Each row of the table covers a slice of energy 0.5 eV wide, with zero at the Fermi level, the energy up to which the states are filled. The total is the average density of states in that slice, per eV, so the slice itself holds half that number of states. The other columns give the part that sits on a chosen kind of orbital, for instance the d orbitals of nickel.

Densities of states of YNi2Ge2 (I4/mmm, 5 atoms per cell) from Ansatz 0.2.0, with PBEsol, plane waves up to 420 eV and generated PAW datasets, scalar-relativistic and without spin polarization. The run is a single point on an unrelaxed cell, with a 9×9×9 k-mesh and Fermi-Dirac filling of width 0.0536 eV. Orbital columns are summed over the atoms of each element.

| bin centre from the Fermi level (eV) | total (states/eV/cell) | on Ni d (states/eV/cell) | on Ge p (states/eV/cell) | on Y d (states/eV/cell) | on Ge s (states/eV/cell) |
| --- | --- | --- | --- | --- | --- |
| -11.78 | 0.00 | 0.00 | 0.00 | 0.00 | 0.00 |
| -11.28 | 0.12 | 0.00 | 0.00 | 0.00 | 0.06 |
| -10.78 | 0.57 | 0.00 | 0.03 | 0.00 | 0.30 |
| -10.28 | 1.21 | 0.02 | 0.08 | 0.04 | 0.75 |
| -9.78 | 2.11 | 0.07 | 0.13 | 0.19 | 1.49 |
| -9.28 | 0.25 | 0.01 | 0.04 | 0.01 | 0.12 |
| -8.78 | 0.64 | 0.03 | 0.11 | 0.05 | 0.33 |
| -8.28 | 1.40 | 0.08 | 0.22 | 0.14 | 0.77 |
| -7.78 | 1.47 | 0.12 | 0.20 | 0.11 | 0.94 |
| -7.28 | 0.23 | 0.03 | 0.02 | 0.01 | 0.16 |
| -6.78 | 0.00 | 0.00 | 0.00 | 0.00 | 0.00 |
| -6.28 | 0.00 | 0.00 | 0.00 | 0.00 | 0.00 |
| -5.78 | 0.00 | 0.00 | 0.00 | 0.00 | 0.00 |
| -5.28 | 1.02 | 0.10 | 0.60 | 0.07 | 0.03 |
| -4.78 | 2.56 | 0.39 | 1.40 | 0.21 | 0.10 |
| -4.28 | 2.07 | 0.51 | 1.03 | 0.14 | 0.09 |
| -3.77 | 2.00 | 0.64 | 0.94 | 0.14 | 0.07 |
| -3.27 | 4.65 | 1.96 | 2.07 | 0.31 | 0.07 |
| -2.77 | 5.34 | 3.00 | 1.72 | 0.41 | 0.03 |
| -2.27 | 8.82 | 6.90 | 1.10 | 0.41 | 0.08 |
| -1.77 | 11.75 | 10.40 | 0.60 | 0.40 | 0.04 |
| -1.27 | 7.44 | 6.36 | 0.48 | 0.37 | 0.06 |
| -0.78 | 3.16 | 2.00 | 0.49 | 0.42 | 0.07 |
| -0.28 | 4.94 | 3.04 | 0.82 | 0.78 | 0.08 |
| 0.23 | 2.42 | 1.02 | 0.54 | 0.61 | 0.08 |
| 0.72 | 1.94 | 0.59 | 0.50 | 0.62 | 0.06 |
| 1.23 | 1.11 | 0.27 | 0.30 | 0.41 | 0.03 |
| 1.73 | 1.21 | 0.22 | 0.29 | 0.49 | 0.08 |
| 2.23 | 2.66 | 0.39 | 0.50 | 1.23 | 0.28 |
| 2.73 | 3.26 | 0.37 | 0.44 | 1.76 | 0.31 |
| 3.23 | 4.06 | 0.28 | 0.50 | 2.30 | 0.34 |

### 1. Where is the table fullest, and whose states are they?

In the row at -1.77 eV, where the total reaches 11.75 states/eV per cell and 89% of it is Ni d. The 3d orbitals of nickel are compact and overlap little with their neighbours, so their levels spread over a narrow range of energy. Two nickel atoms bring ten such orbitals, and crowding them into a narrow range makes a high peak. Two thirds of the filled Ni d weight falls in three neighbouring rows.

The width belongs to this cell, which is stretched and would contract if it were allowed to relax. Closer neighbours overlap more, so theory leads one to expect a somewhat broader and lower peak in the relaxed crystal.

### 2. What is different three electronvolts lower?

At -4.78 eV the total is only 2.56, and the order is reversed: 55% is Ge p and 15% Ni d. The 4p orbitals of germanium reach far out, overlap strongly and form a wide band. The bottom of a wide band holds the states in which neighbouring orbitals add up in phase, which is what bonding means. That both elements appear in the same row fits bonds between Ge and Ni, although the projections show only weights and no phases.

### 3. Why are there two humps below -7 eV?

Both humps are mainly Ge s, and each holds 2.0 electrons per cell. That is one filled band each, and the cell contains two germanium atoms. They sit 2.5 Å apart, hardly farther than the four nickel neighbours of each. Two s orbitals on such a pair combine into a bonding level and an antibonding one, which is the standard explanation of a double hump.

The centres of the humps lie 1.9 eV apart. This isn't a clean measure of the coupling within the pair, because each level also spreads into a band and mixes with other orbitals. The calculated forces push the two atoms apart, and a longer contact should bring the humps closer together.

### 4. Can the Fermi level be found by counting electrons?

Yes, with a model that has no adjustable constant. Yttrium contributes 3 valence electrons, each nickel 10 and each germanium 4:

$$3 + 2\times 10 + 2\times 4 = 31$$

The totals from the top of the table down to the row at -0.28 eV add up to 61.75. Multiplied by the slice width of 0.5 eV, this makes 30.875 electrons. That slice ends at -0.025 eV, and the remaining electrons go into the next one, where the total is 2.42:

$$E_F \approx -0.025 + \frac{31 - 30.875}{2.42} \approx 0.03\ \text{eV}$$

The count thus misses the computed Fermi level by 0.03 eV. Rounding could explain this only if nearly every row erred by the most and in the same direction, which is very unlikely. The difference may come from the method: the run fills its levels with a smeared step at the points of the mesh, while the table interpolates between these points. The calculation filled its levels with the same electrons, so the agreement confirms which of them belong to the window, not the quality of the density functional. The output printed below repeats the count and gives the orbital shares.

### 5. Do the orbital columns give the charges of the ions?

No, and yttrium shows why. Its filled d weight adds up to 2.1 electrons, which looks like an ion that has kept two d electrons. Yet when the electron density of the same calculation is divided among the atoms in space (Bader's method), yttrium has lost about 1.6 electrons. The filled Y d weight is spread thinly over the Ni and Ge bands, as it would be if those states reached into the region of the yttrium atom. The Y d states proper lie higher, and their weight climbs steeply from 2.23 eV upward.

### 6. What would change if yttrium were partly replaced?

Zirconium has one valence electron more than yttrium, and strontium one fewer. If the bands kept their shape, replacing half the yttrium by zirconium would add half an electron per cell and raise the Fermi level by about 0.2 eV. Strontium would lower it by about 0.1 eV. The two steps differ because the slice just below the Fermi level holds twice as many states as the slice just above, so the Fermi level moves less when half an electron is taken away than when half an electron is added.

These are rough figures, since a new element also shifts the levels on its own site and the density varies within a slice. If it is lower close to the Fermi level than farther down, the step for strontium is longer than 0.1 eV. The rule behind them carries over to similar metals: where the density of states is high, the Fermi level responds weakly to added or removed electrons.

### 7. How well does the table fix the density of states at the Fermi level?

To one digit at best. The rows on either side give 4.94 and 2.42, with a mean of 3.68, whereas the calculation gives 2.98 at the Fermi level itself. The mean is too high by about a quarter. With an even fall from one slice to the next, the mean would come close to the right value, so the density probably changes unevenly there, which slices of 0.5 eV can't show. The value of 2.98 has its own uncertainty, because the k-mesh limits how well such fine structure is resolved.

The difference matters for any property carried by electrons near the Fermi level. The electronic heat capacity at low temperature, for example, is proportional to this density. The value of 2.98 leads to a coefficient of about 7 mJ/(mol K²) for this unrelaxed cell, before any enhancement by lattice vibrations, and the mean of the two rows would raise it by the same quarter.

### 8. Could the metal be magnetic?

The calculation treated both spins alike, so its zero moment was imposed. Stoner's criterion still allows an estimate: ferromagnetism sets in when the density per atom and spin, multiplied by an exchange parameter, exceeds one. Even if every state at the Fermi level were Ni d, sharing 2.98 among two atoms and two spins would leave about 0.75 states/eV. The exchange parameter would then have to exceed 1.3 eV, while for nickel it is roughly 1 eV (a recalled value), so ferromagnetism is unlikely.

This criterion tests only whether small moments that all point the same way would grow. Whether larger moments, or moments of alternating direction, would lower the energy remains open, and calculations with spin, started from such patterns, would be the way to find out.

Output of the analysis:

```
valence electrons expected without semicore (per cell): 31
electrons integrated up to the Fermi level (per cell): 30.95
largest possible rounding error of that integral (electrons): 0.06
Fermi level found by filling 31 electrons (eV from the computed one): 0.02665
electrons in the lowest hump below -9.5 eV (per cell): 2.005
electrons in the second hump up to -7 eV (per cell): 1.995
distance between the centres of the two humps (eV): 1.937
Ge s share of the two humps (percent): 61.5
Ge p share at -4.78 eV (percent): 54.69
Ni d share at -4.78 eV (percent): 15.23
Ni d share at -1.77 eV (percent): 88.51
part of the filled Ni d weight in the three bins around -1.77 eV (percent): 66.35
filled Ni d electrons per Ni atom: 8.915
empty Ni d states inside the window per Ni atom: 0.785
filled Y d electrons per Y atom: 2.105
Ni d share in the bin below the Fermi level (percent): 61.54
Ni d share in the bin above the Fermi level (percent): 42.15
mean of the two bins beside the Fermi level (states/eV/cell): 3.68
bare electronic heat capacity coefficient (mJ/mol/K2): 7.024
upper bound of the density per Ni and spin (states/eV): 0.745
smallest Stoner parameter that could give ferromagnetism (eV): 1.342
rigid-band rise of the Fermi level for half an electron more (eV): 0.2066
rigid-band fall of the Fermi level for half an electron less (eV): 0.1012
```
